**What does a 4 % stretch cost?**

Stretch a crystal a little and it stores energy and pulls back. For phosphorus, antimony and bismuth in the same stacking of close-packed layers, which atom pays least when the volume grows by 4 %? The row at volume scale 1.04 is left open below. Energy changes count from the unscaled cell, and a negative pressure means that the cell pulls inward.

Bi, Sb and P in uniformly scaled dhcp cells (30.15, 26.13 and 14.09 Å³ per atom at scale 1; k meshes 12×12×3, 12×12×4 and 16×16×4). Ansatz 0.2.0, PBEsol, scalar-relativistic plane-wave PAW, cutoff 420 eV, no spin polarisation. Energies are extrapolated to zero smearing; pressures are at 0.1 eV Fermi-Dirac smearing, positive in compression.

```csv
volume scale,"energy change, Bi (meV/atom)","pressure, Bi (GPa)","energy change, Sb (meV/atom)","pressure, Sb (GPa)","energy change, P (meV/atom)","pressure, P (GPa)"
0.88,97.0,10.08,106.5,11.96,77.6,16.68
0.92,38.3,5.85,44.8,7.16,31.4,9.94
0.96,8.0,2.51,11.1,3.31,6.8,4.39
1,0.0,-0.14,0.0,0.21,0.0,-0.19
1.04,?,?,?,?,?,?
1.08,33.8,-3.96,29.4,-4.28,28.0,-7.04
1.12,69.2,-5.30,63.1,-5.86,57.7,-9.58
```

**Stiff but cheap**

Phosphorus resists volume changes most strongly. Between volume scales 0.96 and 1.08 its pressure falls about one and a half times as far as that of antimony. Yet phosphorus has the lowest energy cost in every strained row shown. The reason is size: energy per atom is pressure times a change of volume, and a phosphorus atom fills only a little over half the volume of an antimony atom. The same percentage stretch therefore moves its boundary through far fewer cubic ångströms.

**A starting cell that leans**

The unscaled cells are not quite free of pressure. Averaged over directions, antimony starts slightly squeezed, at 0.21 GPa, so its energy falls at first when expansion begins. Phosphorus and bismuth start slightly stretched and pay extra from the first step. This tilt grows in proportion to the strain, whereas the elastic cost grows with its square, so the tilt counts most for small strains.

For a small fractional expansion $x$, adding up pressure times volume change gives

$$\Delta E \approx -p_0V_0x+\tfrac12 KV_0x^2 .$$

Here $p_0$ is the pressure of the unscaled cell, $V_0$ its volume per atom, and $K$ the fall of pressure per unit of volume scale. For antimony, the rows at 0.96 and 1.08 give $K=(3.31+4.28)/0.12\approx63.3$ GPa. Converted from GPa Å³ to meV, the two terms at $x=0.04$ are

$$-0.21\times26.13\times0.04\ \text{GPa Å}^3\approx-1.4\ \text{meV},$$

$$\tfrac12\times63.3\times26.13\times0.04^2\ \text{GPa Å}^3\approx8.3\ \text{meV}.$$

Their sum is 6.9 meV/atom. The same steps give 7.4 for phosphorus, so the tilt should put antimony below it.

**The forecast**

This estimate treats the stiffness as constant, but a crystal usually softens as it expands. Smooth interpolation through the known rows follows that softening and gives these forecasts:

- Energy change, in meV/atom: Bi 9.8 (9.4 to 10.2), P 7.9 (7.5 to 8.3), Sb 7.3 (6.9 to 7.7).
- Pressure, in GPa: Bi −2.26 ± 0.05, Sb −2.28 ± 0.05, P −3.95 ± 0.10.

Bismuth should pay most, and antimony probably less than phosphorus. The energy ranges of those two overlap, so their order is likely rather than certain. Phosphorus should pull back hardest, while bismuth and antimony are too close to rank. The ranges allow for rounding and small numerical noise, and assume that the electronic state does not change between neighbouring rows.

Birch-Murnaghan curves, a standard equation of state, were fitted separately to the known energies and pressures of each element. They agree with these forecasts to within 0.1 meV/atom and 0.02 GPa; their details are in the output after this text.

The withheld rows as computed:

```csv
volume scale,"energy change, Bi (meV/atom)","pressure, Bi (GPa)","energy change, Sb (meV/atom)","pressure, Sb (GPa)","energy change, P (meV/atom)","pressure, P (GPa)"
1.04,9.8,-2.26,7.3,-2.28,8.0,-3.95
```

**What came out**

All six values lie within their ranges. The one visible miss is the energy of phosphorus, which is 0.1 meV/atom above the forecast. Antimony does cost less than phosphorus, by 0.7 meV/atom. Such close agreement shows that the computed curves are smooth here; how well they describe real crystals is a separate question.

The reversed order comes from the starting cells. Without the tilt, the hand estimate gives 6.7 meV/atom for phosphorus and 8.3 for antimony, the order seen in the other strained rows. At 1.08 the tilt has doubled but the elastic term has roughly quadrupled, and phosphorus is cheapest again.

Bismuth owes nearly all of its lead over antimony to the same effect. Its elastic term is 8.1 meV/atom, almost that of antimony, but its tilt adds to the cost instead of reducing it. Spin-orbit coupling, which is strong in bismuth and left out here, could easily upset so close a match.

The hand estimate is too low for all three elements, by 0.4 to 0.6 meV/atom. The single averaged stiffness explains the smaller part: the early part of the stretch, where the crystal is still stiffer, weighs most in the energy. The larger part is electronic entropy. It grows as these cells expand, which lowers the cost in free energy. The pressures follow that free energy, while the table lists energies extrapolated to zero smearing. The computed free energies rise by only 9.4 meV/atom for bismuth, 7.0 for antimony and 7.5 for phosphorus, within about 0.2 of the hand estimates and in the same order. Pressures are therefore best checked against free energies at the same smearing.

**What to do about it**

Before ranking two materials by the energy of a small strain, compare their tilts $-p_0V_0x$, signs included. Opposite tilts add up in the comparison: for bismuth and antimony at 4 % the tilts differ by 2.4 meV/atom, and the energies by 2.5. If the difference in tilt is a sizeable part of the energy difference you want to interpret, relax the cells further, or measure both the energy and the volume change from the minimum of a fitted curve. The ordinary crystals of these elements have other structures, so their stiffness needs its own calculation. The dhcp cells used here keep a fixed shape while they are scaled, and they may be unstable.

Output of the analysis:

```
fit of energy_Bi on 6 rows: coefficient of strain -120.7 +/- 2.3, coefficient of strain**2 50192 +/- 26, coefficient of strain**3 34616 +/- 1635; rms 0.0396, worst 1.08 0.063, leave-one-out rms 0.213
  rows outside the fit (model, value, miss): 1.04 9.841, 9.8, 0.0406
fit of energy_Sb on 6 rows: coefficient of strain 94.44 +/- 5, coefficient of strain**2 50953 +/- 57, coefficient of strain**3 17355 +/- 3591; rms 0.087, worst 1.08 -0.17, leave-one-out rms 0.404
  rows outside the fit (model, value, miss): 1.04 7.229, 7.3, -0.0714
fit of energy_P on 6 rows: coefficient of strain -78.16 +/- 4.2, coefficient of strain**2 41267 +/- 49, coefficient of strain**3 -6105 +/- 3043; rms 0.0737, worst 1.08 -0.144, leave-one-out rms 0.349
  rows outside the fit (model, value, miss): 1.04 7.893, 8, -0.107
fit of pressure_Bi on 6 rows: coefficient of g -0.1487 +/- 0.0046, coefficient of g*strain 178.4 +/- 0.12, coefficient of g*strain**2 179.8 +/- 4.4; rms 0.00517, worst 1.0 -0.00875, leave-one-out rms 0.0135
  rows outside the fit (model, value, miss): 1.04 -2.268, -2.26, -0.0079
fit of pressure_Sb on 6 rows: coefficient of g 0.2155 +/- 0.0083, coefficient of g*strain 206.1 +/- 0.21, coefficient of g*strain**2 144.4 +/- 8.1; rms 0.0094, worst 1.08 0.015, leave-one-out rms 0.0259
  rows outside the fit (model, value, miss): 1.04 -2.267, -2.28, 0.0129
fit of pressure_P on 6 rows: coefficient of g -0.176 +/- 0.0094, coefficient of g*strain 310.7 +/- 0.24, coefficient of g*strain**2 -78.77 +/- 9.1; rms 0.0106, worst 1.0 0.014, leave-one-out rms 0.0317
  rows outside the fit (model, value, miss): 1.04 -3.932, -3.95, 0.0177
Bi, tilt from residual pressure at 1.04 (meV/atom): 1.054
Sb, tilt from residual pressure at 1.04 (meV/atom): -1.37
P, tilt from residual pressure at 1.04 (meV/atom): 0.6684
Bi, elastic term at 1.04 (meV/atom): 8.117
Sb, elastic term at 1.04 (meV/atom): 8.252
P, elastic term at 1.04 (meV/atom): 6.701
Bi, hand estimate of energy at 1.04 (meV/atom): 9.171
Sb, hand estimate of energy at 1.04 (meV/atom): 6.882
P, hand estimate of energy at 1.04 (meV/atom): 7.37
computed energy at 1.04, P less Sb (meV/atom): 0.7
```
